# How the acoustic vertex of holes in germanium responds to changes: a guide built on the sum rule

A long acoustic wave moves neighbouring cells almost rigidly, and a rigid shift of a crystal cannot change any electronic level. This fact fixes which electron-phonon matrix elements vanish, which survive and how they scale. Below, the rule is derived and then tested on the fourfold valence top of germanium by changing one thing at a time. At each **Predict**, commit to a sign and a rough size before reading on.

## The sum rule

Let $H$ be the self-consistent one-electron Hamiltonian, with atom $\kappa$ of cell $p$ at $\boldsymbol\tau_{\kappa p}$. Shift all atoms by $\mathbf u$. The potential becomes $V(\mathbf r-\mathbf u)$; its Hartree, exchange-correlation, nonlocal and spin-orbit parts all move along. Hence $H(\mathbf u)=UHU^\dagger$ with $U=e^{-i\mathbf u\cdot\mathbf p/\hbar}$ and $\mathbf p=-i\hbar\nabla$. The term linear in $\mathbf u$ is

$$T_\alpha\equiv\sum_{\kappa p}\frac{\partial H}{\partial\tau_{\kappa\alpha p}}=-\frac{i}{\hbar}[p_\alpha,H].$$

For a local potential this reads $T_\alpha=-\partial V/\partial r_\alpha$, because $[p_\alpha,V]=-i\hbar\,\partial_\alpha V$. Between Bloch states $\langle m|[p,H]|n\rangle=(\varepsilon_n-\varepsilon_m)\langle m|p|n\rangle$, so

$$\langle m\mathbf k|T_\alpha|n\mathbf k\rangle=\frac{i}{\hbar}(\varepsilon_{m\mathbf k}-\varepsilon_{n\mathbf k})\langle m\mathbf k|p_\alpha|n\mathbf k\rangle .\tag{1}$$

The element vanishes for $m=n$ and between any two degenerate states. All $\varepsilon$ are electron energies.

The vertex is normalised by $H_{ep}=N^{-1/2}\sum g_{mn}(\mathbf k,\mathbf q)\,c^\dagger_{m\mathbf k+\mathbf q}c_{n\mathbf k}(a_{\mathbf q}+a^\dagger_{-\mathbf q})$ for $N$ primitive cells. For a long acoustic wave $\mathbf u(\mathbf r)=u\,\boldsymbol\xi e^{i\mathbf q\cdot\mathbf r}$ with unit polarisation $\boldsymbol\xi$,

$$g_{mn}=\ell\,\langle m\mathbf k+\mathbf q|W_{\mathbf q}|n\mathbf k\rangle,\qquad \ell=\sqrt{\hbar/2M\omega},$$

where $M$ is the mass of the primitive cell and $W_{\mathbf q}$ is the change of $H$ per unit $u$. Define $G=\tfrac12(\boldsymbol\xi\cdot\mathbf p\,e^{i\mathbf q\cdot\mathbf r}+e^{i\mathbf q\cdot\mathbf r}\boldsymbol\xi\cdot\mathbf p)$, which generates the local shift. The sum $W_{\mathbf q}+(i/\hbar)[G,H]$ vanishes at $q=0$ by the sum rule. If no macroscopic field of lower order appears, it starts linearly in $q$; call its element $iqD_{mn}$:

$$\langle W_{\mathbf q}\rangle_{mn}=\frac{i}{\hbar}(\varepsilon_{m\mathbf k+\mathbf q}-\varepsilon_{n\mathbf k})\,G_{mn}+iq\,D_{mn}(\hat{\mathbf q},\boldsymbol\xi)+O(q^2).\tag{2}$$

Within a band the first term is also $O(q)$. With $\omega=sq$, where $s$ is the sound speed, $g\propto q/\sqrt{\omega}\propto q^{1/2}$.

## The model of the valence top

At $\Gamma$ germanium has an even-parity quartet $\Gamma_8^+$ ($j=3/2$), an even split-off doublet $\Delta=0.3$ eV below it (compiled value, Peralta 2006) and an odd $s$-like conduction doublet $E_0=0.8$ eV above it (compiled value, Waroquiers 2013). With $j=3/2$ matrices $J_i$, $\{AB\}=(AB+BA)/2$ and the free-electron mass $m_0$, the Luttinger and Bir-Pikus Hamiltonians of the quartet are

$$H_k=-\frac{\hbar^2}{2m_0}\Big[(\gamma_1+\tfrac52\gamma_2)k^2-2\gamma_2\sum_ik_i^2J_i^2-4\gamma_3\sum_{i<j}k_ik_j\{J_iJ_j\}\Big],$$

$$H_\epsilon=a_v\,\mathrm{Tr}\,\epsilon-b\sum_i(J_i^2-\tfrac54)\epsilon_{ii}-\frac{2d}{\sqrt3}\sum_{i<j}\{J_iJ_j\}\epsilon_{ij},$$

with $\epsilon_{ij}$ the tensor strain. Typical inputs are $\gamma_2=4.24$, $\gamma_3=5.69$, lattice constant 5.658 Å and atomic mass 72.63 u; $\gamma_1$ drops out of everything computed here. For the shear deformation potentials take the round typical values $b=-2.5$ eV and $d=-5.0$ eV; quoted values scatter by roughly 15 to 20 per cent, so the couplings below are the model's numbers. The elastic constants are compiled values (Råsander 2015): $C_{11}=129$, $C_{12}=48$, $C_{44}=67$ GPa. Also $\hbar^2/m_0=7.62$ eV Å$^2$.

## Change 1: the partner state

Start from a quartet state at $\Gamma$ and shift the crystal along $z$.

**Predict.** Which partners are coupled: another quartet state, a split-off state, a conduction state?

Inside the quartet the energy factor in (1) is zero, so the whole $4\times4$ block vanishes. For the split-off states the factor is 0.3 eV, but $p_z$ is odd under inversion and both states are even, so the element vanishes by parity. Only odd partners remain. With the Kane energy $E_P=2|\langle S|p_z|Z\rangle|^2/m_0$, typically about 26 eV, $|\langle S|p_z|Z\rangle|/\hbar=\sqrt{E_Pm_0/2\hbar^2}=1.31$ Å$^{-1}$. The state $|\tfrac32,\tfrac12\rangle$ holds $|Z\uparrow\rangle$ with amplitude of modulus $\sqrt{2/3}$, and $|\tfrac32,\tfrac32\rangle$ holds none. Thus $|T_z|=\sqrt{2/3}\,E_0\sqrt{E_Pm_0/2\hbar^2}=0.85$ eV/Å for the first state and zero for the second. At fixed $E_P$ the element is proportional to the gap.

This large element is harmless. First-order perturbation theory adds $u\sum_m|m\rangle T_{mn}/(\varepsilon_n-\varepsilon_m)=-(iu/\hbar)\sum_m|m\rangle\langle m|p_z|n\rangle$ to $|n\rangle$, which is the wave function carried along with the lattice. The second-order energy from $T$ is cancelled by the second-derivative (Debye-Waller) term, since $UHU^\dagger$ has the spectrum of $H$.

## Change 2: move the hole off $\Gamma$

Put $\mathbf k=(0,0,k)$ and shift along $x$. The quartet splits into heavy holes (HH, $J_z=\pm\tfrac32$) and light holes (LH, $J_z=\pm\tfrac12$).

**Predict.** With which power of $k$ does the HH-LH element of $T_x$ grow?

The splitting grows as $k^2$. The momentum element is zero at $\Gamma$ by parity and starts linearly. The product goes as $k^3$.

To leading order in $k$, $\langle m|p_x|n\rangle=(m_0/\hbar)\langle m|\partial H_k/\partial k_x|n\rangle$. Strictly, the derivative gives $m_0$ times the velocity, which exceeds $\mathbf p$ by the spin-orbit term $(\hbar/4m_0c^2)\boldsymbol\sigma\times\nabla V$. As $\hbar$ times a velocity, that term is at most of order $\Delta\times1$ Å, against 10 eV Å for $\hbar|\langle S|p_z|Z\rangle|/m_0$: a few per cent, neglected. On the axis $\partial H_k/\partial k_x=(2\gamma_3\hbar^2k/m_0)\{J_xJ_z\}$ and $\langle\tfrac32|\{J_xJ_z\}|\tfrac12\rangle=\sqrt3/2$, while $\varepsilon_{HH}-\varepsilon_{LH}=2\gamma_2\hbar^2k^2/m_0$. Equation (1) gives

$$\langle m|T_x|n\rangle=i\sqrt3\gamma_3k\,(\varepsilon_m-\varepsilon_n),\qquad|T_x|=2\sqrt3\,\gamma_2\gamma_3\frac{\hbar^2k^3}{m_0}.\tag{3}$$

At $k=0.02$ Å$^{-1}$ the splitting is 26 meV and $|T_x|=5.1$ meV/Å; at $k=0.01$ Å$^{-1}$, $|T_x|=0.64$ meV/Å, eight times less. The split-off band, left out of $H_k$, couples to LH with strength $\sqrt2Q_0$, $Q_0$ being half the splitting. At the larger $k$ it lifts LH by about $2Q_0^2/\Delta=1.1$ meV, or 4 per cent of the splitting, and mixes in with amplitude 0.06, so (3) holds there to about 10 per cent.

## Change 3: give the phonon a wavevector

For states at the band top $iqD$ is $H_\epsilon$ evaluated on the strain of the wave, $\epsilon_{ij}=\tfrac i2(q_i\xi_j+q_j\xi_i)$ per unit $u$. Two other pieces must be cleared. The antisymmetric part of the displacement gradient is a rigid rotation; it gives a commutator of $H$ with the total angular momentum and vanishes inside the quartet. A macroscopic potential could also arise. Inversion makes the Born charges of the two atoms equal and neutrality makes their sum zero, so both vanish; inversion also forbids piezoelectricity. The first induced charge is cubic in $q$, of the form $Aq^2(\mathbf q\cdot\boldsymbol\xi)+B\sum_iq_i^3\xi_i$ in a cubic crystal. Divided by $q^2$ it yields a scalar potential of order $q$ that makes $a_v$ depend on direction. It is zero for transverse (TA) modes along [001], [110] and [111], and only such modes are used here.

The five traceless quadratic combinations of the $J_i$, suitably normalised, anticommute and square to the unit matrix. For real traceless strain, therefore,

$$H_\epsilon^2=\Big[\tfrac{b^2}{2}\big((\epsilon_{xx}-\epsilon_{yy})^2+\mathrm{c.p.}\big)+d^2\big(\epsilon_{xy}^2+\mathrm{c.p.}\big)\Big]\mathbb 1,\tag{4}$$

where c.p. means cyclic permutations. Hence $D^2=\bar D^2\,\mathbb 1$, and the deformation part of $\sum_m|g_{mn}|^2$ over the four final states equals $\bar g^2=(\ell q\bar D)^2$ for every initial state.

Take $\mathbf q\parallel[001]$, $\boldsymbol\xi\parallel x$. Only $\epsilon_{xz}=iq/2$ is present, so $\bar D=|d|/2=2.5$ eV. The cell volume is $\Omega=a^3/4=45.3$ Å$^3$, the density $\rho=M/\Omega=5.33$ g/cm$^3$ and $s=\sqrt{C_{44}/\rho}=3.55$ km/s. At $q=0.02$ Å$^{-1}$, $\hbar\omega=0.467$ meV, $\ell=0.176$ Å and $\bar g=8.8$ meV.

**Predict.** What happens to $\bar g$, and to the thermal weight $w=\bar g^2(2n+1)$ with $n$ the Bose factor, if (a) $q$ is doubled, (b) the atomic mass is doubled at fixed elastic constants?

For a mode with $\rho s^2=C$, $\bar g^2=\hbar q\bar D^2/(2\Omega\sqrt{\rho C})$. Doubling $q$ multiplies $\bar g$ by $\sqrt2$, to 12.4 meV. Doubling the mass multiplies it by $2^{-1/4}=0.84$, to 7.4 meV. For $\hbar\omega\ll k_BT$, $2n+1\simeq2k_BT/\hbar\omega$ (111 at 300 K), and

$$w=\frac{\bar D^2k_BT}{C\,\Omega}.\tag{5}$$

Neither $q$ nor the mass appears: $w=8.5\times10^{-3}$ eV$^2$ at 300 K in all three cases. The thermal strain of a classical mode is set by its stiffness alone. Without the sum rule, a constant in place of $q\bar D$ would make $w$ diverge as $q^{-2}$.

**Predict.** Turn the wave to $\mathbf q\parallel[110]$, $\boldsymbol\xi\parallel[1\bar10]$. Does $\bar g$ rise or fall?

Now $\epsilon_{xx}=-\epsilon_{yy}=iq/2$ and $\epsilon_{xy}=0$. Equation (4) gives $\bar D^2=\tfrac{b^2}2(1+\tfrac14+\tfrac14)$, so $\bar D=\sqrt3|b|/2=2.17$ eV, a factor 0.87. But the mode is softer, $C=(C_{11}-C_{12})/2=40.5$ GPa and $s=2.76$ km/s, which raises $\ell$ by $(67/40.5)^{1/4}=1.13$. The two effects nearly cancel, and $\bar g=8.6$ meV; the scatter of $b$ and $d$ leaves the sign of this small change open. In $w$ the stiffness enters with the full power: $w=10.6\times10^{-3}$ eV$^2$, 1.24 times the [001] value in this model.

## Change 4: let $q\to0$ at fixed $k$

Return to $\mathbf k=(0,0,k)$ with $k=0.02$ Å$^{-1}$, and take the [001] TA wave with $\mathbf q$ parallel to $\mathbf k$ and $q\ll k$.

**Predict.** Does the HH-LH vertex still fall as $q^{1/2}$? Are the two directions, LH to HH and HH to LH, equally strong?

Both terms of (2) carry the same matrix $\{J_xJ_z\}$. From (3) and $H_\epsilon$ with $d<0$,

$$\langle W_{\mathbf q}\rangle_{mn}\simeq i\big[\sqrt3\gamma_3k(\varepsilon_m-\varepsilon_n)+|d|q/2\big].$$

The first term does not depend on $q$, so at the smallest $q$ the interband vertex grows as $q^{-1/2}$. The terms are equal in size at $q=2|T_x|/|d|=0.002$ Å$^{-1}$. There they add when the electron goes from LH up to HH and nearly cancel for the reverse step; reversing $\mathbf q$ swaps the roles.

No scattering rate diverges. The phonon energy at that $q$ is 0.05 meV, against a splitting of 26 meV, so the process is virtual. In a real transition the energy factor equals $\pm\hbar\omega$. The commutator term is then of order $\sqrt3\gamma_3\hbar sk\,q$, that is $q\times4.6$ meV against $q\times2.5$ eV, a ratio of 0.002. On the energy shell the deformation term alone matters.

## Change 5: lift the degeneracy by strain

A germanium channel grown on a relaxed (001) SiGe buffer is compressed in the plane. Choose $\epsilon_\parallel=-1.0\,\%$. A free surface requires $\epsilon_{zz}=-2(C_{12}/C_{11})\epsilon_\parallel=+0.744\,\%$.

**Predict.** Which doublet goes on top? Now that the energy factor in (1) is nonzero at $\Gamma$, does a rigid shift couple HH and LH? Does the crystal become piezoelectric?

For $J_z=\pm\tfrac32$ the shear part of $H_\epsilon$ has the diagonal value $Q=b(\epsilon_\parallel-\epsilon_{zz})=+43.6$ meV, and for $J_z=\pm\tfrac12$ it has $-Q$. HH lies on top, by $2Q=87$ meV within the quartet. The split-off band matters here. In the basis $|L_z{=}0,\uparrow\rangle$, $|L_z{=}1,\downarrow\rangle$ of $p$-like orbitals, strain and spin-orbit coupling give

$$h=\begin{pmatrix}-2Q-\Delta/3&\sqrt2\Delta/3\\\sqrt2\Delta/3&Q-2\Delta/3\end{pmatrix},$$

whose upper eigenvalue is $-29.5$ meV, so the model's splitting is 73 meV.

A homogeneously strained lattice with two identical atoms per cell keeps an inversion centre at their midpoint. Both doublets stay even, $p_\alpha$ does not connect them at $\Gamma$, and $T_\alpha$ stays zero there. The crystal also stays non-piezoelectric, so the $q^{1/2}$ law survives.

**Predict.** How strongly does the [001] TA mode now scatter a hole within the top band?

The matrix $\{J_xJ_z\}$ changes $J_z$ by one unit and has no element inside the doublet $\pm\tfrac32$. At $k\to0$ the intraband coupling vanishes and the whole weight moves to transitions to the lower doublets, which an acoustic phonon of a few meV cannot drive from the band edge. At finite $k$ the coupling returns through band mixing. Write the traceless part of $H_k+H_\epsilon$ as $E\,\hat{\mathbf n}\cdot\boldsymbol\Gamma$ with the five anticommuting matrices $\Gamma_a$. The projector $P$ on the upper doublet obeys $P\Gamma_aP=n_aP$, because the part of $\Gamma_a$ that anticommutes with $\hat{\mathbf n}\cdot\boldsymbol\Gamma$ only connects the two doublets. For $q\ll k$ and $\mathbf k$ in the $xz$ plane the intraband vertex is thus $f\bar g$ with

$$f=\frac{|S|}{\sqrt{(Q-Q_k)^2+R^2+S^2}},$$

$$S=\sqrt3\gamma_3\frac{\hbar^2k_xk_z}{m_0},\quad Q_k=\gamma_2\frac{\hbar^2(k_x^2-2k_z^2)}{2m_0},\quad R=\sqrt3\gamma_2\frac{\hbar^2k_x^2}{2m_0}.$$

For $\mathbf k\parallel[101]$ and $k=0.02$ Å$^{-1}$: $S=15.0$, $Q_k=-3.2$ and $R=5.6$ meV. Without strain $f=0.92$, whatever the length of $\mathbf k$. With strain $f=0.30$, and $f\to|S|/Q\propto k^2$ at small $k$. The squared intraband vertex drops about 9 times.

**Predict.** Should the reduced splitting, 73 meV, replace $2Q$ in the mixing and raise $f$?

It should not. The upper state is $|L_z{=}1,\uparrow\rangle$ at energy $Q$, and an $xz$ shear couples it only to $|0,\uparrow\rangle$. The mixing is governed by $[(Q-h)^{-1}]_{11}$. The determinant of $Q-h$ is $(3Q+\Delta/3)(2\Delta/3)-2\Delta^2/9=2Q\Delta$, so the element is $(2\Delta/3)/(2Q\Delta)=1/3Q$ for any $\Delta$. The quartet model gives the weight $2/3$ of $|0,\uparrow\rangle$ in LH divided by $2Q$, which is the same. To leading order in $k^2$ the smaller gap, the smaller overlap and the extra path through the split-off state cancel exactly. Strain does not remove all TA scattering at the band edge: modes with $\epsilon_{zz}\neq0$, such as $\mathbf q\parallel[101]$ with $\boldsymbol\xi\parallel[10\bar1]$, keep a diagonal element through $b$.

## Change 6: replace the two atoms by Ga and As

**Predict.** Does (1) fail once inversion is lost? What happens to the power of $q$?

Equation (1) used only translation and still holds. Parity no longer forces $p_\alpha$ to vanish inside the quartet, but the energy factor does its work alone and the $4\times4$ block stays zero. What fails is the premise behind (2). Shear now produces a polarisation $P_x=2e_{14}\epsilon_{yz}u$ (and cyclically), linear in $q$. The bound charge $-i\mathbf q\cdot\mathbf P$ is of order $q^2$, and Poisson's equation divides it by $\varepsilon_s\varepsilon_0q^2$, with $\varepsilon_s$ the static dielectric constant and $\varepsilon_0$ the vacuum permittivity:

$$\phi=\frac{e_{14}u}{\varepsilon_s\varepsilon_0}\,F,\qquad F=2(\hat q_x\hat q_y\xi_z+\hat q_y\hat q_z\xi_x+\hat q_z\hat q_x\xi_y).$$

The energy $-e\phi$ per unit displacement is independent of $q$, so $g\propto q^{-1/2}$. This does not contradict the sum rule: the limit $q\to0$ depends on direction through $F$ and differs from the rigid shift at $q=0$, which produces no field.

For the [001] TA mode $F=0$ and the germanium picture carries over. For $\mathbf q\parallel[110]$, $\boldsymbol\xi\parallel z$, $F=1$, while $\epsilon_{xz}=\epsilon_{yz}=iq/2\sqrt2$ gives $\bar D=|d|/2$. With typical GaAs inputs $|e_{14}|\approx0.16$ C/m$^2$, $\varepsilon_s\approx12.9$ and $d\approx-4.8$ eV, the piezoelectric term is 0.140 eV/Å. It equals $q|d|/2$ at $q=0.058$ Å$^{-1}$ and is 2.9 times larger at $q=0.02$ Å$^{-1}$. These are the model's numbers for a direction with strong piezoelectric coupling in an undoped crystal. Free carriers with screening wavevector $q_s$ multiply the scalar term by $q^2/(q^2+q_s^2)$, which cuts off the growth below $q_s$, and leave the traceless shear coupling essentially unscreened. In germanium the same mode has $e_{14}=0$ and the same $\bar g$ as the [001] mode, since it shares $C_{44}$ and $|d|/2$.

## Responses collected

| Change | Quantity | Response in the model |
|---|---|---|
| partner in quartet or split-off, $\Gamma$ | $T$ | zero |
| partner in conduction band | $\lvert T_z\rvert$ | 0.85 eV/Å, $\propto E_0$ |
| $k$ from 0.01 to 0.02 Å$^{-1}$ | HH-LH $\lvert T_x\rvert$ | 0.64 to 5.1 meV/Å |
| $q$ from 0.02 to 0.04 Å$^{-1}$ | $\bar g$; $w$ | 8.8 to 12.4 meV; unchanged |
| mass doubled | $\bar g$; $w$ | times 0.84; unchanged |
| [001] to soft [110] TA | $\bar g$; $w$ | 8.8 to 8.6 meV; times 1.24 |
| 1 % biaxial compression | $f$ at $\mathbf k\parallel[101]$ | 0.92 to 0.30 |
| Ge$_2$ to GaAs, $F=1$ | power of $q$ | $q^{1/2}$ to $q^{-1/2}$ below 0.058 Å$^{-1}$ |